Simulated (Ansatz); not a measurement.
## Redistribution: CHBr2Cl + C2H4F2 → CHBr2F + C2H4ClF

Gas-phase species: CHBr2Cl (chlorodibromomethane) `ClC(Br)Br`, singlet; C2H4F2 (1,1-difluoroethane) `CC(F)F`, singlet; CHBr2F (dibromofluoromethane) `FC(Br)Br`, singlet; C2H4ClF (1-chloro-1-fluoroethane) `CC(F)Cl`, singlet. The partners trade Cl for F; both sit on C, so the bond types are kept.

Shapes, held fixed at every level: PBE0-D4/def2-TZVP. Programs: Ansatz 0.2.0. The zero-point and thermal change to 298 K, harmonic and unscaled (PBE0-D4/def2-TZVP), is -0.1 kJ/mol.

```json
{"level": "HF/def2-TZVPP", "kind": "Hartree–Fock", "ΔH(298 K) (kJ/mol)": "+14.0", "less CCSD(T)/def2-TZVPP": "-0.9"}
{"level": "SPW92/def2-TZVPP", "kind": "LDA", "ΔH(298 K) (kJ/mol)": "+7.2", "less CCSD(T)/def2-TZVPP": "-7.7"}
{"level": "B3LYP-D4/def2-TZVPP", "kind": "global hybrid", "ΔH(298 K) (kJ/mol)": "+10.1", "less CCSD(T)/def2-TZVPP": "-4.8"}
{"level": "PBE0-D4/def2-TZVPP", "kind": "global hybrid", "ΔH(298 K) (kJ/mol)": "+10.5", "less CCSD(T)/def2-TZVPP": "-4.4"}
{"level": "MP2/def2-TZVPP", "kind": "perturbation theory", "ΔH(298 K) (kJ/mol)": "+19.3", "less CCSD(T)/def2-TZVPP": "+4.4"}
{"level": "CCSD(T)/def2-SVP", "kind": "coupled cluster or CI", "ΔH(298 K) (kJ/mol)": "+17.5", "less CCSD(T)/def2-TZVPP": "+2.6"}
{"level": "CCSD/def2-SVP", "kind": "coupled cluster or CI", "ΔH(298 K) (kJ/mol)": "+18.1", "less CCSD(T)/def2-TZVPP": "+3.2"}
{"level": "CCSD(T)/def2-TZVPP", "kind": "coupled cluster or CI", "ΔH(298 K) (kJ/mol)": "+14.9", "less CCSD(T)/def2-TZVPP": "0.0"}
```

The highest level, CCSD(T)/def2-TZVPP, gives ΔH(298 K) = +14.9 kJ/mol; the levels span +7.2 to +19.3. The column of differences is taken from that level and isn't an error. No measured value is set beside it here. Relativity is left out for Br. Outer-core shells of Br are correlated, in sets that cover them unevenly.

Every level makes the exchange endothermic, so fluorine favours the 1,1-difluoroethane side over a carbon bearing two bromines. The likely reason is the loss of the geminal CF2 group. Two fluorines on one carbon reinforce each other through lone-pair donation into the neighbouring σ*(C–F) orbital and through attraction to a strongly positive carbon. The methyl group also helps to support that charge, whereas the less electronegative bromines leave the carbon less positive. With bond types conserved and a thermal term of only -0.1 kJ/mol, the enthalpy mainly reflects these substituent interactions.

Hartree–Fock already gives +14.0 kJ/mol, which suggests that the preference is largely a mean-field effect. Its closeness to CCSD(T) probably owes something to cancellation, since MP2 rises to +19.3 while the density functionals all fall below the coupled-cluster value. In the smaller basis, triples matter little; enlarging the basis changes CCSD(T) more, from +17.5 to +14.9. The sign is therefore better supported than the exact magnitude, whose basis-set limit remains open.
